**Q:** How much stress goes with squeezing or stretching WSe₂ by one per cent in length, and is it the same in every direction?

**A:** Near the middle of the volumes computed here it is about 2.5 GPa in the plane of the sheets, but only about 0.6 GPa across them. Both values hold for a cell whose edges all change in the same proportion. Stresses xx and yy lie in the plane and zz points along c, the stacking direction. The pressure is the mean of the three, and a negative value means net tension for this cell shape with the atoms held in place. It does not mean that every edge would shrink if the cell were let go.

Bulk WSe₂ at several volumes, computed with Ansatz 0.2.0 using HSE06 without a dispersion term, PAW potentials, a 420 eV plane-wave cutoff and a 6×6×2 k mesh, without spin polarisation or spin-orbit coupling. Atoms are held at positions from r2SCAN-rVV10. Pressure and stress are positive in compression.

```csv
volume (Å³/atom),c/a,shortest distance (Å),pressure (GPa),stress xx (GPa),stress yy (GPa),stress zz (GPa)
18.282,3.9848,2.499,9.300,11.700,11.700,4.400
18.859,3.9848,2.507,6.100,7.900,7.900,2.700
19.448,3.9848,2.515,3.400,4.400,4.400,1.500
20.050,3.9848,2.523,1.100,1.400,1.400,0.500
20.663,3.9848,2.530,-0.900,-1.200,-1.200,-0.200
20.666,3.9851,2.530,-0.900,-1.200,-1.200,-0.200
21.290,3.9848,2.538,-2.600,-3.600,-3.600,-0.700
21.879,3.9851,2.545,-4.100,-5.600,-5.600,-1.000
21.928,3.9848,2.546,-4.200,-5.700,-5.700,-1.000
22.579,3.9848,2.554,-5.500,-7.600,-7.600,-1.300
23.244,3.9848,2.562,-6.700,-9.300,-9.300,-1.400
```

**Q:** If every edge grows equally, why does the plane respond so much more strongly?

**A:** Think of steel plates stacked with soft pads between them. Pull sideways and the plates have to stretch; pull along the stack and the pads give way. In WSe₂ the plates are covalently bonded Se-W-Se sheets and the pads are the gaps between them. The two in-plane stresses carry 87.5% of the fall in pressure, where a solid equally stiff in all directions would show two thirds.

The geometry shows where the stretch goes. Over the series the in-plane edge grows by 8.3%, but the W-Se distance by only 2.5%. The rest is taken up by bond angles: W-Se-W opens as each sheet becomes thinner. In a covalent solid both the longer bonds and the changed angles cost energy, which is the standard reason for a stiff sheet. Here the picture of plates and pads reaches its bound: a glued pad pulls back when stretched, whereas the gap in this calculation does not, as the zz stress will show.

**Q:** The pressure drops by 3.2 GPa in the first step and by only 1.2 GPa in the last. Why does it level off?

**A:** Bonded atoms resist a further stretch less and less as they move apart, because their energy well is steep on the short side and shallow on the long side. A rough rule for bonded solids lets the stress follow a constant plus a term in 1/V⁴, with V the volume. I took the power 4 from that rule and fitted the two constants to stress xx in all eleven rows. The typical miss is 0.09 GPa, against a total fall of 21 GPa. Such a fit supports ordinary bond softening without proving it. About a quarter of the levelling has another source: the step in zz shrinks from 1.7 to 0.1 GPa, and zz enters the pressure with weight one third.

**Q:** And stress zz? It falls quickly at first and then hardly moves.

**A:** The same 1/V⁴ form fails there, with a typical miss of 0.35 GPa on a much smaller fall. The gap between facing Se layers widens from 2.9 to 3.6 Å, and the repulsion of closed electron shells fades roughly exponentially with distance. An exponential alone stays positive, however, while zz turns negative. Something else must pull inward.

**Q:** Is that the attraction between the layers?

**A:** No. The HSE06 calculation has no dispersion term, so the usual attraction between layers is missing. The pull comes from inside the sheets. The atoms were placed by another functional, r2SCAN-rVV10, and HSE06 leaves a force of about 0.24 eV/Å on each Se atom, which I take to point towards W.

Its share of zz follows from a balance of forces. A net inward force on Se means that the sheet pushes back less than the gap pushes on it, or even pulls. Averaged over the cell, this difference lowers zz by 4Fh/V. Here F is the force, h the height of Se above the W plane, V the volume of the whole cell, and 4 the number of Se atoms in it. For the row at 20.663 Å³/atom:

V = 6 × 20.663 ≈ 124 Å³

4 × 0.24 × 1.665 / 124 ≈ 0.013 eV/Å³ ≈ 2.1 GPa

The table gives −0.2 GPa for zz, so the gap itself still pushes with about 1.9 GPa.

Treated in this way, the gap pushes outward in every row. An exponential with two constants, fitted to all eleven rows including the one just worked, halves this push for each 0.18 Å of extra gap. Its typical miss is 0.07 GPa, but at the two largest volumes it is too high by about a quarter. At 22.579 Å³/atom a little over a third of that miss comes from rounding, since the unrounded zz is −1.254 GPa; the rest is a real misfit of this simple model. The fit shows that the push fades steeply; it does not single out the exponential form, and a steep power law would be expected to serve as well. Forces are known for only five rows and I used one value throughout, which matters most where the push is weak. The analysis printed below gives the gap pressure row by row.

**Q:** How do you know that the force points towards W?

**A:** The total energies give a separate test. The pressure passes through zero at 20.4 Å³/atom, yet the energy is lowest near 20.8. The two would coincide if the Se atoms simply moved along with the growing cell. Instead they sink towards W, and a force in that direction does work and lowers the energy further. The energy therefore keeps falling a little beyond the point of zero pressure.

The size fits as well. In the compressed half of the series, energy differences give a mean pressure 1.12 GPa above the computed one, and the work of the Se forces accounts for 1.15 GPa. In the stretched half the two values are 1.05 and 1.04 GPa. A force pointing away from W would have shifted the pressure the other way. It would also leave the gap, in most rows, with an attraction that grows as the gap widens, which is hard to explain without dispersion. The match makes the direction very likely. A finite plane-wave basis can also put the pressure from energies above the one from the stress, and the stress is loosely converged. But with an outward force these errors would have to reach about 2 GPa and happen to equal twice the work of the force in both halves.

**Q:** Why is Se driven inward at all?

**A:** Two causes seem to share in it. In the unstrained cell at 20.663 Å³/atom, the gap push of 1.9 GPa acts on the 9.4 Å² that belong to each Se atom. That makes about 0.11 eV/Å, a little under half of the force, and dispersion between the layers would be expected to cancel most of it. The rest must come from the sheet itself, where HSE06 seems to prefer shorter W-Se bonds than r2SCAN-rVV10 does. The split shifts along the series: in the two smallest cells the gap push alone exceeds the force and the sheet pushes back, while in the largest cells the sheet supplies most of it.

**Q:** Two pairs of rows look odd. Does the pressure pause near 20.66 and again near 21.9 Å³/atom?

**A:** No, each pair is two cells of nearly the same volume. At 20.663 and 20.666 Å³/atom the pressures agree to the last printed digit. At 21.879 and 21.928 they differ by 0.1 GPa, about what the slope of the curve gives for so small a step. One member of each pair has a ratio of edges c/a of 3.9851 instead of 3.9848, too small a change to show in the trend. These two runs also used 12 symmetry operations instead of 24, and the cell at 21.879 has the lower space group P-3m1, yet both follow the same curve.

**Q:** Can I use the table for a sample squeezed in a liquid?

**A:** Not directly. A liquid pushes equally from all sides, whereas the smallest cell here carries 11.7 GPa in the plane and 4.4 GPa along c. To even these out, the real sample would shrink more along c and less in the plane, so c/a would fall. Stress zz is also the least trustworthy of the three for a real crystal, because dispersion is missing and the Se atoms were not relaxed with HSE06. Its value near zero at 20.663 Å³/atom is no sign of accuracy: by the estimate above, the push across the gap and the pull from the unrelaxed sheets nearly cancel there.

The analysis program printed:

```
Geometry and stress across the gap:
     row  edge a (Å)  Se height above W (Å)  Se-Se gap along c (Å)  pull of Se forces (GPa)  gap pressure (GPa)
  18.282       3.168                  1.703                  2.905                    2.388               6.788
  18.859       3.201                  1.694                  2.989                    2.303               5.003
  19.448       3.234                  1.685                  3.073                    2.221               3.721
   20.05       3.267                  1.676                  3.157                    2.143               2.643
  20.663         3.3                  1.665                  3.245                    2.065               1.865
  20.666         3.3                  1.665                  3.245                    2.065               1.865
   21.29       3.333                  1.655                   3.33                    1.993               1.293
  21.879       3.363                  1.645                  3.411                    1.928              0.9277
  21.928       3.366                  1.645                  3.416                    1.923              0.9231
  22.579       3.399                  1.635                  3.502                    1.856              0.5561
  23.244       3.432                  1.624                  3.589                    1.791              0.3914
Growth of edge a over the series, %: 8.333
Growth of the W-Se distance over the series, %: 2.521
Share of the pressure fall carried by the two in-plane stresses, %: 87.5
fit of stress_xx on 11 rows: constant -22.14 +/- 0.11, coefficient of x4 20.82 +/- 0.099; rms 0.0903, worst 23.244 0.163, leave-one-out rms 0.125
fit of stress_zz on 11 rows: constant -5.569 +/- 0.41, coefficient of x4 5.724 +/- 0.38; rms 0.345, worst 18.282 -0.623, leave-one-out rms 0.492
fit of pgap on 11 rows: coefficient of exp(-dgap/s) 1.842 +/- 0.014, s 0.2583; rms 0.071, worst 22.579 0.126, leave-one-out rms 0.111
In-plane stress lost per unit of uniform linear strain at the middle volume, GPa: 249.8
Energy-derived less stress pressure, compressed half, GPa: 1.119
Same difference expected from the Se forces, compressed half, GPa: 1.151
Energy-derived less stress pressure, stretched half, GPa: 1.049
Same difference expected from the Se forces, stretched half, GPa: 1.044
Volume of zero stress pressure, Å³/atom: 20.39
Volume of lowest energy, parabola through three rows, Å³/atom: 20.76
```
